Describing tetramethylborate, B(CH₃)₄⁻, takes 130 basis functions in def2-SVP and 227 in def2-TZVP. If the work for a fixed molecule grows between the square and the cube of that number, the larger basis costs roughly three to five times as much. What it buys here looks like a loss: the mean absolute error of the boron shifts goes from 2.9 to 3.3 ppm. Before choosing the cheaper basis on that evidence, one has to know what the average is made of.

GIAO PBE0 ¹¹B NMR shifts against BF₃·OEt₂ at the same level, by basis set (PySCF 2.14.0, density fitting, non-relativistic, gas phase, PBE0-D3(BJ)/def2-SVP geometries). Errors are computed minus measured shifts for BH₄⁻ (−40.0 ppm), BH₃NH₃ (−22.0), B(CH₃)₄⁻ (−20.2), BF₄⁻ (−1.6), B(OH)₄⁻ (1.1), B(OH)₃ (18.8) and B(CH₃)₃ (86.2).

| level | mean signed error (ppm) | mean absolute error (ppm) | largest error (ppm) | case of the largest error | cases too high | slope of computed against reference |
| --- | --- | --- | --- | --- | --- | --- |
| IGLO-III | -1.8 | 3.8 | -12.9 | [BH4-] atom 1 | 3 | 1.109 |
| def2-TZVP | -2.9 | 3.3 | -13.1 | [BH4-] atom 1 | 3 | 1.080 |
| 6-31G(d) | -3.3 | 3.3 | -7.8 | CB(C)C atom 2 | 0 | 0.967 |
| cc-pVDZ | -1.9 | 1.9 | -6.2 | [BH4-] atom 1 | 0 | 1.006 |
| STO-3G | 4.9 | 5.1 | 12.2 | [BH3-][NH3+] atom 1 | 6 | 0.967 |
| aug-cc-pVDZ | -2.1 | 2.4 | -8.2 | [BH4-] atom 1 | 2 | 1.014 |
| def2-SVP | -2.9 | 2.9 | -7.9 | [BH4-] atom 1 | 0 | 1.023 |
| 6-31G | -4.4 | 4.4 | -9.3 | CB(C)C atom 2 | 0 | 0.968 |

A chemical shift is a difference between two shieldings, one for the reference compound and one for the sample. Electrons shield the nucleus from the applied field, but the field also mixes empty orbitals into the occupied ones, and this response takes part of the shielding away. A small basis is often too stiff to respond fully, which tends to leave a nucleus too well shielded. The fault sits in reference and sample alike, and it cancels to the extent that the two respond in the same way.

In symbols, the shift is $\delta=\sigma_{\mathrm{ref}}-\sigma$, with $\sigma$ the shielding. When the basis changes, the error of a shift therefore changes by $\Delta\sigma_{\mathrm{ref}}-\Delta\sigma$. The reference, BF₃·OEt₂, holds its boron between three fluorines and an oxygen. The borohydride ion BH₄⁻ has only hydrogen around boron, and it is the largest error in five of the eight bases.

The step from def2-SVP to def2-TZVP shows what this difference does. The reference shielding falls by 8.1 ppm, and the mean shielding of the other six compounds falls by 9.0 ppm, so for them the change nearly cancels on average. The shielding of BH₄⁻ falls by only 2.9 ppm. Its shift is thus pushed down by a further $8.1-2.9=5.2$ ppm, which is how its error grows from −7.9 to −13.1 ppm.

That sum is bookkeeping, since the reference shielding was itself worked out from the borohydride shift. The information lies in the unequal responses. In def2-SVP the reference is more strongly shielded than in def2-TZVP, which lifts every computed shift. On average, the other compounds undo the lift through their own shieldings, whereas for BH₄⁻ most of it survives and hides part of a shift that is too negative. The small basis is closer to experiment for this ion through cancellation of errors.

Going on to IGLO-III supports this reading. Both shieldings fall again, the reference by 2.6 ppm and BH₄⁻ by 2.8 ppm, and the borohydride error stays at about −13 ppm. What is left at this point is therefore not removed by the largest basis tried. The calculation treats a bare, motionless ion in the gas phase, while many measured shifts belong to solutions. Solvent and counterion, the vibration of the light hydrogens and the functional itself are all possible causes, and these numbers cannot tell them apart.

A simple model can test whether BH₄⁻ merely shares a general fault. A poor reference value would move all shifts by the same amount, and a general over-response would stretch the scale; together they make the errors follow a straight line against the measured shift. For def2-TZVP, the line through the other six compounds has a slope of 1.038 and a mean error of −1.2 ppm. Their measured shifts average $(-22.0-20.2-1.6+1.1+18.8+86.2)/6=10.4$ ppm, so BH₄⁻, at −40.0 ppm, lies 50.4 ppm below the centre. The line predicts an error of $-1.2-0.038\times50.4=-3.1$ ppm.

The computed error is −13.1 ppm, so the model fails by 10 ppm for an ion that was left out of the fit. In all five bases where BH₄⁻ is the worst case, it lies roughly 6 to 10 ppm below such a line. The line has to be extended beyond the other compounds to reach it, which calls for some caution, but the miss is large in each basis. In practice, a linear correction calibrated on these other boron compounds would not rescue the borohydride shift. The output below gives the same test for every basis, each time with that basis's own worst case left out.

Without BH₄⁻ the ranking changes. The mean absolute error becomes 1.7 ppm for def2-TZVP and 2.1 ppm for def2-SVP, so the larger basis is now slightly ahead, while cc-pVDZ stays lowest at 1.2 ppm. With so few compounds, differences of about half a ppm are no ground for a general preference. Nor does the slope of 1.006 in cc-pVDZ prove accuracy: all seven of its shifts are too low, and a slope does not register a common offset.

Diffuse functions are the usual remedy for anions, whose outer electrons are loosely held. Here they do not bring the difficult one closer to experiment. Adding them to cc-pVDZ takes the borohydride error from −6.2 to −8.2 ppm, at a cost close to that of def2-TZVP. That is a move towards the results of the larger bases, so it may mean less cancellation rather than a poorer description. For agreement with these measured shifts, however, the extra effort has no visible return.

At the cheap end, 6-31G and 6-31G(d) fail most for trimethylborane. Its three-coordinate boron has an empty p orbital, into which the field readily mixes the bonding electrons; this is the standard reason for its high shift. A basis that underestimates such mixing gives too low a shift, and both bases do err in that direction. Their other six shifts are too low as well, however, so the sign alone does not prove this cause. Adding d functions reduces the miss from −9.3 to −7.8 ppm but leaves the slope practically unchanged, so on average they raise the shifts without stretching the scale. That is a modest gain for about twice the work, and it does not cure the fault.

STO-3G fails in another way, with six of its seven shifts too high. Its reference shielding lies at least about 10 ppm above that of def2-SVP, and the samples make up for only part of this. The highest occupied orbitals of its four anions are also unbound, a sign that the basis is too poor for them. Yet its largest error, 12.2 ppm, belongs to neutral ammonia borane, so the trouble is not confined to anions. The saving in work does not justify this basis for shifts.

How much accuracy is enough depends on the question. Boric acid, B(OH)₃, and borate, B(OH)₄⁻, are 17.7 ppm apart in experiment, because boron has three neighbours in one and four in the other. In cc-pVDZ all errors lie between −6.2 ppm and zero, so two of them can differ by at most 6.2 ppm, and the computed gap must be at least $17.7-6.2=11.5$ ppm. A similar bound for the other bases never falls below about 4 ppm, so each of the eight puts the two species in the right order. For telling them apart, cc-pVDZ or def2-SVP is sufficient, and a larger basis adds cost without changing the decision.

Finer assignments are a different matter. Tetrafluoroborate and borate differ by only $1.1+1.6=2.7$ ppm, which is comparable with the average errors in the table. A computed order of two such signals should not settle an assignment without other evidence. Moving from one of the better bases to another changes the average error by too little to alter that advice.

The same reasoning carries over to carbon shifts measured against tetramethylsilane. There the reference carbon has four single bonds, so basis errors should cancel better for alkyl carbons than for a carbonyl carbon, whose response to the field is quite different. For boron the favoured samples are those that respond like the fluorine- and oxygen-bound reference. For the BH₄⁻ ion itself, def2-TZVP is useful as a check that exposes the hidden error, at three to five times the work of def2-SVP. IGLO-III costs roughly five to twelve times as much as def2-SVP and leaves that error where it was.

Printed output of the fit:

```
Worst case of each row left out (ppm):
          row  MAE of other six  mean signed error of other six  slope of other six  error their line predicts for worst case  actual less predicted
     IGLO-III             2.283                            0.05               1.069                                    -3.422                 -9.478
    def2-TZVP             1.667                            -1.2               1.038                                    -3.099                    -10
     6-31G(d)              2.55                           -2.55               1.046                                     1.868                 -9.668
      cc-pVDZ             1.183                          -1.183              0.9807                                   -0.2087                 -5.991
       STO-3G             3.917                           3.683              0.9871                                     4.063                  8.137
  aug-cc-pVDZ             1.433                          -1.083              0.9795                                  -0.05208                 -8.148
     def2-SVP             2.067                          -2.067              0.9979                                    -1.959                 -5.941
        6-31G             3.583                          -3.583               1.068                                     3.021                 -12.32
Purpose and rough cost:
          row  least possible B(OH)3 to B(OH)4- gap in ppm  basis functions of B(CH3)4-  work by square (def2-SVP 1)  work by cube (def2-SVP 1)
     IGLO-III                                            4                          295                        5.149                      11.69
    def2-TZVP                                          7.7                          227                        3.049                      5.324
     6-31G(d)                                          9.9                           94                       0.5228                     0.3781
      cc-pVDZ                                         11.5                          130                            1                          1
       STO-3G                                          4.8                           37                      0.08101                    0.02306
  aug-cc-pVDZ                                          9.1                          223                        2.943                      5.048
     def2-SVP                                          9.8                          130                            1                          1
        6-31G                                          8.4                           69                       0.2817                     0.1495
Measured gap B(OH)3 to B(OH)4- (ppm): 17.7
Reference shielding def2-SVP (ppm): 110.7
Reference shielding def2-TZVP (ppm): 102.6
Reference shielding IGLO-III (ppm): 99.98
Change of reference shielding def2-SVP to def2-TZVP (ppm): -8.104
Change of BH4- shielding def2-SVP to def2-TZVP (ppm): -2.904
Change of mean shielding of other six def2-SVP to def2-TZVP (ppm): -8.971
Change of reference shielding def2-TZVP to IGLO-III (ppm): -2.605
Change of BH4- shielding def2-TZVP to IGLO-III (ppm): -2.805
Least rise of reference shielding def2-SVP to STO-3G (ppm): 10.63
Change of BH4- error on adding diffuse functions to cc-pVDZ (ppm): -2
```
